# The PAW Hamiltonian and the coefficients $D_{ij}$

Hartree atomic units, fixed nuclei, spin index suppressed. Densities count electrons, so a nucleus is $-Z\delta(\mathbf r-\mathbf R)$. Notation: $(a|b)=\iint a(\mathbf r)b(\mathbf r')/|\mathbf r-\mathbf r'|$, $v_H[a]=\int a(\mathbf r')/|\mathbf r-\mathbf r'|\,d^3r'$, $\hat T=-\tfrac12\nabla^2$. The index $i$ labels site, $lm$ and reference energy; double sums over $ij$ pair functions on one site. $Y_L$ are real spherical harmonics. In a crystal $n$ is band and $\mathbf k$, and $f_n$ includes the $\mathbf k$ weight.

## 1. Premises

**P1.** Non-overlapping spheres $\Omega$ of radius $r_c$. All-electron partial waves $\phi_i$ and smooth ones $\tilde\phi_i$ coincide outside $\Omega$ and match in value and slope at $r_c$. Projectors $\tilde p_i$ vanish outside $\Omega$, with $\langle\tilde p_i|\tilde\phi_j\rangle=\delta_{ij}$. Valence states are
$$\psi_n=\mathcal T\tilde\psi_n,\qquad \mathcal T=1+\sum_i\big(|\phi_i\rangle-|\tilde\phi_i\rangle\big)\langle\tilde p_i| .\tag{1}$$

**P2.** Completeness: inside $\Omega$, $\tilde\psi_n=\tilde\psi_n^1\equiv\sum_i\tilde\phi_i\langle\tilde p_i|\tilde\psi_n\rangle$.

**P3.** Frozen spherical core $n_c$ confined to $\Omega$; $n_{Zc}=n_c-Z\delta$. Smooth spherical substitutes $\tilde n_{Zc}$ and $\tilde n_c$ are confined to $\Omega$, and $\tilde n_{Zc}$ has the same total charge as $n_{Zc}$.

**P4.** $E_{xc}$ is local (the argument carries over to gradient corrections).

## 2. Expectation values

By (1), $\psi=\tilde\psi+\psi^1-\tilde\psi^1$ with $\psi^1=\sum_i\phi_i\langle\tilde p_i|\tilde\psi\rangle$ on each site. Outside the spheres $\psi=\tilde\psi$ (P1). Inside, $\psi=\psi^1$ and $\tilde\psi=\tilde\psi^1$ (P2). Let $A$ be a multiplicative operator or $\hat T$. Split $\int\psi^*A\psi$ into interstitial and sphere parts; $\nabla^2$ makes no surface delta function, since value and slope are continuous. Add and subtract $\int_\Omega\tilde\psi^*A\tilde\psi=\int_\Omega\tilde\psi^{1*}A\tilde\psi^1$:
$$\sum_nf_n\langle\psi_n|A|\psi_n\rangle=\sum_nf_n\langle\tilde\psi_n|A|\tilde\psi_n\rangle+\sum_{ij}\rho_{ij}\big[\langle\phi_i|A|\phi_j\rangle-\langle\tilde\phi_i|A|\tilde\phi_j\rangle\big],\tag{2}$$
$$\rho_{ij}=\sum_nf_n\langle\tilde\psi_n|\tilde p_i\rangle\langle\tilde p_j|\tilde\psi_n\rangle .$$
Partial-wave brackets are integrals over $\Omega$. Each kinetic bracket fails to be Hermitian by a surface term (Green's theorem) built from values and slopes at $r_c$. The term is the same for $\phi$ and $\tilde\phi$, so the difference is Hermitian.

Density, $A=|\mathbf r\rangle\langle\mathbf r|$: $n=\tilde n+n^1-\tilde n^1$, with $\tilde n=\sum f_n|\tilde\psi_n|^2$, $n^1=\sum\rho_{ij}\phi_i^*\phi_j$, $\tilde n^1=\sum\rho_{ij}\tilde\phi_i^*\tilde\phi_j$. One-centre densities are cut off at $r_c$.

Overlap, $A=1$, same split for $\psi_n^*\psi_m$: $\langle\psi_n|\psi_m\rangle=\langle\tilde\psi_n|S|\tilde\psi_m\rangle$,
$$S=1+\sum_{ij}|\tilde p_i\rangle q_{ij}\langle\tilde p_j|,\quad q_{ij}=\int_\Omega Q_{ij},\quad Q_{ij}=\phi_i^*\phi_j-\tilde\phi_i^*\tilde\phi_j .\tag{3}$$

## 3. Compensation charge and electrostatics

Choose smooth $g_l(r)$, zero beyond $r_c$, with $\int_0^{r_c}g_l\,r^{l+2}dr=1$, and set
$$\hat Q_{ij}=\sum_Lq^L_{ij}\,g_l(r)Y_L,\qquad q^L_{ij}=\int_\Omega Q_{ij}\,r^lY_L,\qquad \hat n=\sum_{ij}\rho_{ij}\hat Q_{ij}.\tag{4}$$
Orthonormality of the $Y_L$ gives $\int\hat Q_{ij}r^lY_L=q^L_{ij}$: $\hat Q_{ij}$ has all multipoles of $Q_{ij}$. For $L=00$, $\int\hat Q_{ij}=q_{ij}$.

Define $\tilde n_T=\tilde n+\hat n+\tilde n_{Zc}$ (all sites), and per site $n^1_T=n^1+n_{Zc}$, $\tilde n^1_T=\tilde n^1+\hat n+\tilde n_{Zc}$, $\Delta=n_T^1-\tilde n_T^1$. The total charge is $n_T=\tilde n_T+\sum_a\Delta^a$. Each $\Delta^a$ lies in its sphere and has zero multipoles by (4) and P3, so $v_H[\Delta^a]=0$ outside that sphere. Expand
$$\tfrac12(n_T|n_T)=\tfrac12(\tilde n_T|\tilde n_T)+\sum_a(\Delta^a|\tilde n_T)+\tfrac12\sum_{ab}(\Delta^a|\Delta^b).$$
Terms $a\ne b$ vanish (no overlap). In $(\Delta^a|\tilde n_T)=\int v_H[\Delta^a]\,\tilde n_T$ only sphere $a$ contributes, and there $\tilde n_T=\tilde n_T^1$ (P2). Then $(\Delta|\tilde n^1_T)+\tfrac12(\Delta|\Delta)=\tfrac12(n_T^1-\tilde n_T^1|n_T^1+\tilde n_T^1)$, so
$$\tfrac12(n_T|n_T)=\tfrac12(\tilde n_T|\tilde n_T)+\sum_a\Big[\tfrac12(n^1_T|n^1_T)-\tfrac12(\tilde n^1_T|\tilde n^1_T)\Big].\tag{5}$$
Terms without valence density are constant at fixed nuclei: on-site core and nuclear self-energies, and the interaction of $\tilde n_{Zc}$ on different sites, which for non-overlapping spherical charges is the point-ion (Ewald) energy.

For local xc, the integrand with $\tilde n+\hat n+\tilde n_c$ equals the all-electron one outside the spheres and the one with $\tilde n^1+\hat n+\tilde n_c$ inside. It therefore splits like (2).

## 4. The energy functional

$E=\tilde E+\sum_a(E^1-\tilde E^1)+\text{const}$, with
$$\tilde E=\sum_nf_n\langle\tilde\psi_n|\hat T|\tilde\psi_n\rangle+\tfrac12(\tilde n_T|\tilde n_T)+E_{xc}[\tilde n+\hat n+\tilde n_c],$$
$$E^1=\sum_{ij}\rho_{ij}\langle\phi_i|\hat T|\phi_j\rangle+\tfrac12(n^1_T|n^1_T)+E^\Omega_{xc}[n^1+n_c],$$
$$\tilde E^1=\sum_{ij}\rho_{ij}\langle\tilde\phi_i|\hat T|\tilde\phi_j\rangle+\tfrac12(\tilde n^1_T|\tilde n^1_T)+E^\Omega_{xc}[\tilde n^1+\hat n+\tilde n_c].\tag{6}$$
Keeping $\hat n$ in the two smooth xc terms is the convention of Kresse and Joubert (1999). Blöchl (1994) leaves it out. Under P2 both give the same $E$.

With a finite set of partial waves P2 is approximate, and (6) is taken as the definition of the PAW functional. The variation below is exact for (6).

## 5. Variation

$E$ depends on $\tilde\psi_n$ through the smooth kinetic energy, $\tilde n$ and $\rho_{ij}$. Use $\delta\tfrac12(a|a)=\int v_H[a]\,\delta a$ and $\delta E_{xc}=\int v_{xc}\,\delta n$, and define
$$\tilde v_{\rm eff}=v_H[\tilde n_T]+v_{xc}[\tilde n+\hat n+\tilde n_c],\quad v^1=v_H[n^1_T]+v_{xc}[n^1+n_c],\quad \tilde v^1=v_H[\tilde n_T^1]+v_{xc}[\tilde n^1+\hat n+\tilde n_c].$$
In $\tilde E$ the density enters only as $\tilde n+\hat n$, in $\tilde E^1$ only as $\tilde n^1+\hat n$. With $\delta\hat n=\sum\hat Q_{ij}\delta\rho_{ij}$, $\delta n^1=\sum\phi_i^*\phi_j\delta\rho_{ij}$, $\delta\tilde n^1=\sum\tilde\phi_i^*\tilde\phi_j\delta\rho_{ij}$:
$$\delta\tilde E=\delta\sum_nf_n\langle\tilde\psi_n|\hat T|\tilde\psi_n\rangle+\int\tilde v_{\rm eff}\,\delta\tilde n+\sum_{ij}\delta\rho_{ij}\int\tilde v_{\rm eff}\hat Q_{ij},$$
$$\delta E^1=\sum_{ij}\delta\rho_{ij}\langle\phi_i|\hat T+v^1|\phi_j\rangle,\qquad \delta\tilde E^1=\sum_{ij}\delta\rho_{ij}\Big[\langle\tilde\phi_i|\hat T+\tilde v^1|\tilde\phi_j\rangle+\int_\Omega\tilde v^1\hat Q_{ij}\Big].$$
Collect the coefficient of $\delta\rho_{ij}$. It is the partial derivative at fixed $\tilde n$ and fixed smooth kinetic energy:
$$\boxed{D_{ij}=\frac{\partial E}{\partial\rho_{ij}}=\underbrace{\int\tilde v_{\rm eff}\hat Q_{ij}}_{\hat D_{ij}}+\underbrace{\langle\phi_i|\hat T+v^1|\phi_j\rangle}_{D^1_{ij}}-\underbrace{\Big[\langle\tilde\phi_i|\hat T+\tilde v^1|\tilde\phi_j\rangle+\int_\Omega\tilde v^1\hat Q_{ij}\Big]}_{\tilde D^1_{ij}}}\tag{7}$$
$D$ is Hermitian: real potentials, $\hat Q_{ij}^*=\hat Q_{ji}$, and the kinetic remark after (2). If $\hat n$ is left out of $E_{xc}$, the two $\hat Q$ integrals contain only the Hartree parts of $\tilde v_{\rm eff}$ and $\tilde v^1$.

Vary the bra $\langle\tilde\psi_n|$ at fixed $f_n$: $\delta\tilde n=f_n\delta\tilde\psi_n^*\tilde\psi_n$ and $\delta\rho_{ij}=f_n\langle\delta\tilde\psi_n|\tilde p_i\rangle\langle\tilde p_j|\tilde\psi_n\rangle$. Hence $\delta E=f_n\langle\delta\tilde\psi_n|\tilde H|\tilde\psi_n\rangle$ with
$$\boxed{\tilde H=-\tfrac12\nabla^2+\tilde v_{\rm eff}+\sum_{ij}|\tilde p_i\rangle D_{ij}\langle\tilde p_j|}\tag{8}$$

Constraint: orthonormal $\psi_n$, i.e. $\langle\tilde\psi_n|S|\tilde\psi_m\rangle=\delta_{nm}$. Take $\mathcal L=E-\sum_{mn}\Lambda_{mn}(\langle\tilde\psi_n|S|\tilde\psi_m\rangle-\delta_{nm})$. The constraints form a Hermitian matrix, so a Hermitian $\Lambda$ supplies one real multiplier per real condition. $S$ is fixed at fixed nuclei. Stationarity:
$$f_n\tilde H|\tilde\psi_n\rangle=\sum_mS|\tilde\psi_m\rangle\Lambda_{mn}.$$
Project on $\langle\tilde\psi_k|$: $\Lambda_{kn}=f_nH_{kn}$, $H_{kn}=\langle\tilde\psi_k|\tilde H|\tilde\psi_n\rangle$. From $\Lambda_{kn}=\Lambda_{nk}^*$ and $H_{kn}=H_{nk}^*$ follows $(f_n-f_k)H_{kn}=0$. So $H$ couples only states of equal occupation. A unitary rotation among those leaves the kinetic energy, $\tilde n$, $\rho_{ij}$, hence $\tilde H$, unchanged, and can diagonalise $H$. For $f_n\neq0$,
$$\boxed{\tilde H|\tilde\psi_n\rangle=\epsilon_nS|\tilde\psi_n\rangle}\tag{9}$$
Empty states get no equation from $E$; they are defined as the remaining solutions of (9). The same chain rule applied to $f_n$ gives $\partial E/\partial f_n=\langle\tilde\psi_n|\tilde H|\tilde\psi_n\rangle=\epsilon_n$; orbital relaxation drops out by stationarity. $D_{ij}$ depends on $\tilde n$ and $\rho_{ij}$, not on $\mathbf k$, and is updated in each self-consistency step.

## 6. What the $\hat Q$ terms do

Inside a sphere put $w=\tilde v_{\rm eff}-\tilde v^1$. Under P2 the xc parts cancel and $\tilde n_T-\tilde n^1_T=0$ in $\Omega$, so $\nabla^2w=0$ there and $w=\sum_Lw_Lr^lY_L$: the potential of all charge outside the sphere. By (4), $\int_\Omega w\hat Q_{ij}=\int_\Omega wQ_{ij}$. The all-electron Kohn-Sham potential in $\Omega$ is $v_{\rm eff}=v^1+w$, because $v_H[n_T]=v_H[\tilde n_T]+v_H[n_T^1]-v_H[\tilde n_T^1]$ there. Insert into (7):
$$D_{ij}=\langle\phi_i|\hat T+v_{\rm eff}|\phi_j\rangle-\langle\tilde\phi_i|\hat T+\tilde v_{\rm eff}|\tilde\phi_j\rangle .\tag{10}$$
Outside the spheres $v_{\rm eff}=\tilde v_{\rm eff}$, so the split of section 2 shows that $\tilde H$ and $\mathcal T^\dagger(\hat T+v_{\rm eff})\mathcal T$ have equal matrix elements between functions obeying P2. The $\hat Q$ terms bring the surroundings into the sphere without putting $\phi_i$ on the plane-wave grid.

## 7. Constant shifts

Let $\tilde v_{\rm eff}\to\tilde v_{\rm eff}+\tilde c$, $v^1\to v^1+c^1$, $\tilde v^1\to\tilde v^1+\tilde c^1$. With $\int\hat Q_{ij}=q_{ij}$ and $\langle\tilde\phi_i|\tilde\phi_j\rangle+q_{ij}=\langle\phi_i|\phi_j\rangle$, (7) gives
$$\delta D_{ij}=\tilde c\,q_{ij}+(c^1-\tilde c^1)\langle\phi_i|\phi_j\rangle .\tag{11}$$

- All three shifted by $c$: $\delta D_{ij}=c\,q_{ij}$, so $\delta\tilde H=c+c\sum|\tilde p_i\rangle q_{ij}\langle\tilde p_j|=cS$. Then $(\tilde H+cS)\tilde\psi_n=(\epsilon_n+c)S\tilde\psi_n$: same eigenvectors, every $\epsilon_n$ moves by $c$.
- Only $\tilde v_{\rm eff}$ shifted: the same result. The choice of the $\mathbf G=0$ Hartree component in a neutral periodic cell moves the spectrum rigidly, provided $\hat D_{ij}$ is built from the same potential.
- $v^1$ and $\tilde v^1$ shifted together: $\delta D=0$. The one-centre Poisson problems may use any common zero. Different zeros do change the spectrum.

## 8. Hydrogen atom with one projector

Nonrelativistic, fixed proton, no core. For one electron the exact functional has $E_{xc}[n]=-\tfrac12(n|n)$. This is not local, but it splits as in (5) with $\hat n$ included, and cancels the electron-electron Hartree term in each part of (6). There remain $v^1=-1/r$ and $\tilde v_{\rm eff}=\tilde v^1=v_H[\tilde n_{Zc}]\equiv\tilde v$, and $\tilde H$ does not depend on the density.

Assumed dataset choices: $r_c=1$ bohr (0.529 Å), one $s$ channel at $\epsilon=-\tfrac12$, and the polynomials below. All numbers are this model's. Functions are $R(r)Y_{00}$, $x=r^2$, $A=2/e$.

- $R=2e^{-r}$, the exact 1s state.
- $\tilde R=A(a_0+a_1x+a_2x^2)$, matched in value, slope and curvature at $r=1$: $a_0+a_1+a_2=1$, $2a_1+4a_2=-1$, $2a_1+12a_2=1$, so $\tilde R=\tfrac A4(7-4x+x^2)$, with $\tilde R(0)=1.288$ against $R(0)=2$.
- $g_0=\tfrac{15}2(1-x)$, $\hat Q=q\,g_0/4\pi$, $\tilde n_{Zc}=-g_0/4\pi$. Poisson's equation $\nabla^2\tilde v=g_0$, matched to $-1/r$, gives $\tilde v=-\tfrac18(15-10x+3x^2)$ for $r<1$.
- Projector $\tilde p=\chi/B$, $\chi=(\epsilon-\hat T-\tilde v)\tilde\phi$, $B=\langle\tilde\phi|\chi\rangle$. With $\nabla^2x=6$, $\nabla^2x^2=20x$: $\hat T\tilde R=A(3-\tfrac52x)$ and
$$\chi=\tfrac A{32}\,(-19-34x+72x^2-22x^3+3x^4),$$
zero at and beyond $r=1$. $B=-\tfrac{18911}{90090}A^2=-0.113634$ Ha.

**Overlap.** $\langle\phi|\phi\rangle=1-5e^{-2}=0.323324$, $\langle\tilde\phi|\tilde\phi\rangle=\tfrac{1867}{3465}A^2=0.291684$, $q=0.031640$.

**Terms of (7)**, in Ha:

| term | value |
|---|---|
| $\langle\phi\vert\hat T\vert\phi\rangle=\tfrac12(1-e^{-2})$ | 0.432332 |
| $\langle\phi\vert v^1\vert\phi\rangle=-(1-3e^{-2})$ | −0.593994 |
| $D^1$ | −0.161662 |
| $\langle\tilde\phi\vert\hat T\vert\tilde\phi\rangle=\tfrac{211}{315}A^2$ | 0.362613 |
| $\langle\tilde\phi\vert\tilde v\vert\tilde\phi\rangle$ | −0.394820 |
| $\hat D=\int\tilde v\hat Q=-\tfrac{10}7q$ | −0.045200 |
| $\tilde D^1$ | −0.077408 |
| $D=\hat D+D^1-\tilde D^1$ | −0.129454 |

$D=-3.523$ eV. The two $\hat Q$ integrals cancel here because $w=0$.

**1s level.** $D^1=\epsilon\langle\phi|\phi\rangle$, so $D-\epsilon q=-\langle\tilde\phi|\hat T+\tilde v-\epsilon|\tilde\phi\rangle=B$. Then $(\tilde H-\epsilon S)\tilde\phi=-\chi+\tilde pB=0$. This holds by construction of $\tilde p$. Bookkeeping (inside, outside, projector term): $\langle S\rangle=0.291684+0.676676+0.031640=1$, $\langle\tilde H\rangle=-0.032208-0.338338-0.129454=-\tfrac12$.

**No ghost below 1s.** $q>0$, so $S$ is positive. For $r<1$, $d(-r\tilde v)/dr=\tfrac{15}8(1-x)^2\ge0$ and $-r\tilde v=1$ at $r=1$, so $\tilde v\ge-1/r$, and the lowest level $E_0$ of $h=\hat T+\tilde v$ lies above $-\tfrac12$. For $E<E_0$, (9) reads $\tilde\psi=(Eq-D)(h-E)^{-1}\tilde p\langle\tilde p|\tilde\psi\rangle$; projecting on $\tilde p$ gives $(Eq-D)G(E)=1$ with $G=\langle\tilde p|(h-E)^{-1}|\tilde p\rangle$ positive and increasing. The left side is not positive for $E\le D/q=-4.09$ Ha and increases above. There is one root, $E=-\tfrac12$.

**Shift.** $c=0.1$ Ha gives $\delta D=0.003164$, $D=-0.126290$ Ha, $\epsilon=-0.4$ Ha. Shifting $\tilde v_{\rm eff}$ in (8) with $D$ left unchanged would move the 1s level by $c(1-q)=0.096836$ Ha to first order.

**2s level: a test of P2.** Let $u=r\mathcal R$ solve the radial form of (9) in the sphere at energy $E$, regular at the origin. Subtract the equations at $E$ and $E+dE$, each multiplied by the other solution, and integrate over $[0,r_c]$. The Hermitian terms cancel except the kinetic surface term:
$$\frac{d}{dE}\frac{u'}{u}\Big|_{r_c}=-\frac{2\langle u|S|u\rangle_\Omega}{u(r_c)^2}.\tag{12}$$
At $E=\epsilon$ the $S$-norm of $\tilde\phi$ equals the norm of $\phi$ by (3), so the logarithmic derivative $L=\mathcal R'/\mathcal R$ at $r_c$ and its energy slope agree with the all-electron ones. The mismatch starts at order $(E-\epsilon)^2$.

At $E=-\tfrac18$ write $\mathcal R=\sum_ka_kx^k$ and $\tilde p=\sum_kp_kx^k$. Equation (9) becomes
$$(k+1)(2k+3)a_{k+1}=-\tfrac74a_k+\tfrac54a_{k-1}-\tfrac38a_{k-2}+p_k(D-Eq)\langle\tilde p|\mathcal R\rangle,$$
a linear system with $\langle\tilde p|\mathcal R\rangle=\sum_{jk}a_jp_k/(2j+2k+3)$. It gives $\tilde L=-1.49568$. The exact state $\mathcal R_{2s}=2^{-1/2}(1-r/2)e^{-r/2}$ has $L=-\tfrac32$, so $\Delta L=0.00432$. For the decaying outer solution the derivation of (12) gives $+2\int_{r_c}^\infty u^2dr/u(r_c)^2$. Thus $L_{\rm in}-L_{\rm out}$ has slope $-2/u(r_c)^2$ for a normalised state, and with $u_{2s}(1)^2=1/(8e)$
$$\delta\epsilon_{2s}\simeq\tfrac12u(r_c)^2\Delta L=+1.0\times10^{-4}\ \text{Ha}=+2.7\ \text{meV}.$$
This is first order in $\Delta L$ and uses the all-electron norm inside the sphere, which is only 0.034 of the total; two figures are kept. It is the model's error against the exact level $-\tfrac18$ Ha, $\tfrac38$ Ha above the reference energy.

**Non-harmonic $w$.** Let a uniform negative background of $n_b$ electrons per bohr$^3$ enter $\tilde n_T$ but not the one-centre charges, as a neutralising background may in a charged cell. Then $w=w_0-\tfrac{2\pi}3n_br^2$. The constant is handled by (11). The $r^2$ part meets $\hat Q$ in (7) and $Q$ in (10): $\int r^2\hat Q=\tfrac37q=0.013560$, $\int r^2Q=0.157959-0.151676=0.006283$, difference $0.007277$ bohr$^2$. For an assumed $n_b=10^{-3}$ bohr$^{-3}$ (one electron in a cube of side 10 bohr), $D$ from (7), and with it the 1s level to first order, is off by $-\tfrac{2\pi}3n_b\times0.007277=-1.52\times10^{-5}$ Ha $=-0.41$ meV in this model.

## 9. Range of validity

- (7) to (9) and (11) are exact consequences of the functional (6), for any set of partial waves. (11) needs only $\int\hat Q_{ij}=q_{ij}$.
- That (6) equals the frozen-core Kohn-Sham energy, and (10), need P2. With few partial waves, scattering degrades away from the reference energies, at order $(E-\epsilon)^2$ in the one-projector case above. Channels without a projector (all $l>0$ in the example) see only $\tilde v_{\rm eff}$ in the sphere.
- (5) needs non-overlapping spheres, $g_l$ and core confined to them, multipoles matched up to $l=2l_{\max}$, and every charge inside a sphere present in the one-centre terms as well.
- (9) is a proper generalised eigenproblem only if $S$ is positive definite; absence of ghost states has to be shown for each dataset.
- Orbital-dependent terms (exact exchange, on-site Hubbard corrections) add further $\rho$-dependent terms to $E$, and $D_{ij}=\partial E/\partial\rho_{ij}$ gains their derivatives. With spin, $\rho_{ij}$, the xc potentials and $D_{ij}$ carry spin indices.
- Nuclei are fixed. When they move, $\tilde p_i$, $\hat Q_{ij}$ and $S$ move with them and contribute to the forces.